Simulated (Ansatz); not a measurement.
# Loss of CH4: CH4BO → BO + CH4

Species: CH4BO `[BH]OC`, doublet; BO, doublet; CH4 (methane) `C`, singlet. 

Shapes, held fixed at every level: PBE0-D4/def2-TZVP. Flexible molecules stand in one conformer, not always the lowest. Programs: Ansatz 0.2.0. The zero-point and thermal change to 298 K, harmonic and unscaled (PBE0-D4/def2-TZVP), is -3.8 kJ/mol.

Estimate ΔH(298 K) of this reaction.

The highest level, CCSD(T)/CBS estimate, gives ΔH(298 K) = -36.4 kJ/mol; the levels span -55.6 to +13.5. They disagree on the sign: 1 of 7 are positive. The column of differences is taken from that level and isn't an error. No measured value is set beside it here. Open shells run unrestricted unless RO is named. The CBS estimate extrapolates MP2 from def2-TZVPP and def2-QZVPP and adds CCSD(T) − MP2 in the triple-zeta set, cores frozen. Times are processor times on shared x86 and Arm servers, and rough.

```
               level                    kind  ΔH(298 K) (kJ/mol)  less CCSD(T)/CBS estimate  CPU time (sum over the molecules)
    SPW92/def2-TZVPP                     LDA               +13.5                      +49.9                              3.2 s
   PBE-D4/def2-TZVPP                     GGA               -21.3                      +15.1                              6.8 s
  wB97M-V/def2-TZVPP  range-separated hybrid               -23.5                      +12.9                               22 s
  wB97X-V/def2-TZVPP  range-separated hybrid               -12.6                      +23.8                               18 s
        MP2/def2-SVP     perturbation theory               -55.6                      -19.2                                  –
  CCSD(T)/def2-TZVPP   coupled cluster or CI               -37.6                       -1.2                            1.7 min
CCSD(T)/CBS estimate   coupled cluster or CI               -36.4                        0.0                            2.4 min
```

Losing methane from the boron-centred radical is exothermic, at -36.4 kJ/mol in the highest-level estimate. The reaction gives up a B–H and a C–O bond, but gains a strong C–H bond and shortens the remaining B–O link into the very strong multiple bond of BO. That gain probably outweighs the cost of the two broken bonds.

The positive LDA value fits the familiar overbinding of that functional, which here seems to favour the intact radical over two separate fragments. Gradient corrections restore the sign, yet every density functional remains less exothermic than coupled cluster, and the two range-separated hybrids fall on either side of PBE-D4. The small shift between the two coupled-cluster rows suggests that basis incompleteness is not what separates them from the functionals.

Forming two molecules from one also favours dissociation entropically, but exothermicity doesn't make this the preferred decay route: methane loss needs hydrogen transfer to carbon, whereas simple C–O scission to HBO and methyl could compete, and neither barrier is computed.
